Worked problem: magnetic Casimir–Polder repulsion of hydrogen from an ideal mirror

Statement

A hydrogen atom in its lowest state, 1s with F = 0, is held at height z above a perfectly conducting plane at T = 0. Data: hyperfine frequency ν0 = 1420.406 MHz (the 21 cm line), g factors g = 2.00232 (electron) and gp = 5.58569 (proton), static polarizability volume α′ = α(0)/4πε0 = (9/2)a0³ for a fixed nucleus (recoil raises it by 0.2 %), a0 = 0.052918 nm, ħc = 197.33 eV nm. (a) Obtain the magnetic potential Um(z) and its limits. (b) Evaluate it beside the electric potential Ue at z = 10⁵, 10⁷ and 10⁹ nm. (c) Find where the sum changes sign. (d) Size the neglected effects.

Solution

Formulas are in SI form. The magnetic polarizability β is defined by m = βB, its volume by β′ = μ0β(0)/4π. An ideal mirror has rs = −1, rp = +1.

(a) An isotropic electric atom has

Ue = (ħμ0/8π²) ∫0^∞ dξ ξ² α(iξ) ∫_{ξ/c}^∞ dκ exp(−2κz) [rs + (1 − 2κ²c²/ξ²) rp].

The Maxwell equations keep their form under E → cB, B → −E/c, d → m/c, ε ↔ μ, which sends α → β/c² and exchanges rs and rp. A magnetic atom before a conductor thus behaves as an electric atom before an infinitely permeable wall. The bracket becomes rp + (1 − 2κ²c²/ξ²) rs = +2κ²c²/ξ², opposite in sign to the electric case, and the κ integral gives

Um = (ħμ0/16π²z³) ∫0^∞ dξ β(iξ) exp(−x)(1 + x + x²/2), x = 2ξz/c.

The near zone also follows from images. Since Bz vanishes on the conductor, the image moment is (mx, my, −mz) at distance 2z, and U = −½ m·B(image) = +μ0⟨mx² + my² + 2mz²⟩/(64πz³). In the far zone β(iξ) → β(0), the x integral equals 3, and Um = +3ħcμ0β(0)/(32π²z⁴).

In 1s the orbital moment vanishes, so m = −gμB S + gpμN I with dimensionless spins. Because (S + I)|F=0⟩ = 0, each component connects F = 0 only to F = 1, and ⟨mx²⟩ = ⟨my²⟩ = ⟨mz²⟩ = μ² with

μ = (gμB + gpμN)/2 = 5.804 × 10⁻⁵ eV/T, (μ0/4π)μ² = 5.397 × 10⁻⁸ eV nm³,
ħω0 = hν0 = 5.874 × 10⁻⁶ eV (0.0682 K), c/ω0 = 3.359 × 10⁷ nm,
β(iξ) = (2μ²/ħω0) ω0²/(ω0² + ξ²), β′ = 0.0184 nm³ = 124 a0³.

With ξ = ω0t and s = 2ω0z/c,

Um = (C3/z³) G(s), C3 = (μ0/4π)μ²/4 = 1.349 × 10⁻⁸ eV nm³,
G(s) = (2/π) ∫0^∞ dt exp(−st)(1 + st + s²t²/2)/(1 + t²) = (2/π)[(1 − s²/2) f1 + s f2 + s/2],

where f1 = Ci(s) sin s + [π/2 − Si(s)] cos s and f2 = −Ci(s) cos s + [π/2 − Si(s)] sin s. For small s, G ≈ 1 − s/π, which recovers the image result. For large s, G ≈ (2/π)(3/s − 20/s³), so Um → C4m/z⁴ with C4m = 3ħcβ′/8π = 0.433 eV nm⁴. The asymptotes cross at C4m/C3 = 3c/πω0 = 3.21 × 10⁷ nm.

(b) Electric dipole transitions lie above 10 eV, so Ue is fully retarded at these heights: Ue = −C4e/z⁴, with α′ = 6.67 × 10⁻⁴ nm³ and C4e = 3ħcα′/8π = 0.0157 eV nm⁴.

z (nm) | s | G | Um (eV) | Ue (eV) | sum (eV)
10⁵ | 0.00595 | 0.998 | 1.35 × 10⁻²³ | −1.57 × 10⁻²² | −1.44 × 10⁻²²
10⁷ | 0.595 | 0.828 | 1.12 × 10⁻²⁹ | −1.57 × 10⁻³⁰ | 9.60 × 10⁻³⁰
10⁹ | 59.5 | 0.0320 | 4.32 × 10⁻³⁷ | −1.57 × 10⁻³⁸ | 4.16 × 10⁻³⁷

In the far zone the repulsion exceeds the attraction by β′/α′ = 28. Both μ0μB² and the hyperfine splitting carry the square of the fine-structure constant relative to atomic units, and it cancels in β′: the contact formula ħω0 = (8/3)(μ0/4π)g gp μBμN/a0³ with g = 2 and μ = μB gives β′ = (3mp/8gp me)a0³ = 123 a0³.

(c) The sum vanishes where zG(s) = C4e/C3 = 1.16 × 10⁶ nm, with root z* = 1.19 × 10⁶ nm (G = 0.978). Below z* the atom is attracted. Above it the sum rises to a maximum of 8.0 × 10⁻²⁸ eV (9.3 × 10⁻²⁴ K) at z = 1.58 × 10⁶ nm and then decays.

(d) Diamagnetism adds βd = −e²⟨r²⟩/6me with ⟨r²⟩ = 3a0², independent of frequency. It attracts as 1/z⁴ and amounts to 5.9 × 10⁻⁶ of Ue.

A superconducting mirror with penetration depth λL has rs ≈ −1 + 2κλL for κλL ≪ 1, which multiplies the near-zone Um by 1 − 3λL/z. For aluminium, with a typical λL ≈ 50 nm, this is 1.3 × 10⁻⁴ at z*.

Temperature is decisive. The table requires T ≪ 0.0682 K and T ≪ ħc/kBz, which is 0.0023 K at 10⁹ nm. For an atom in equilibrium at kBT ≫ ħω0 and z ≫ ħc/kBT, only the zero-frequency Matsubara term survives, ∫dξ → πkBT/ħ, and U = kBT[β′(T) − α′]/4z³ with the Curie value β′(T) ≈ 4C3/kBT. Repulsion at large distance then persists only below 4C3/kBα′ = 0.94 K.

External fields dwarf the effect. The barrier equals the Zeeman shift β(0)B²/2 in B = 1.2 × 10⁻¹² T, or the gravitational energy of the atom (acceleration 9.81 m/s²) over 7.8 × 10⁻¹² nm. The values of z* and of the barrier belong to the model of an ideal mirror at T = 0 in field-free space; they fix the sign of the dispersion potential and describe no practical means of reflecting atoms.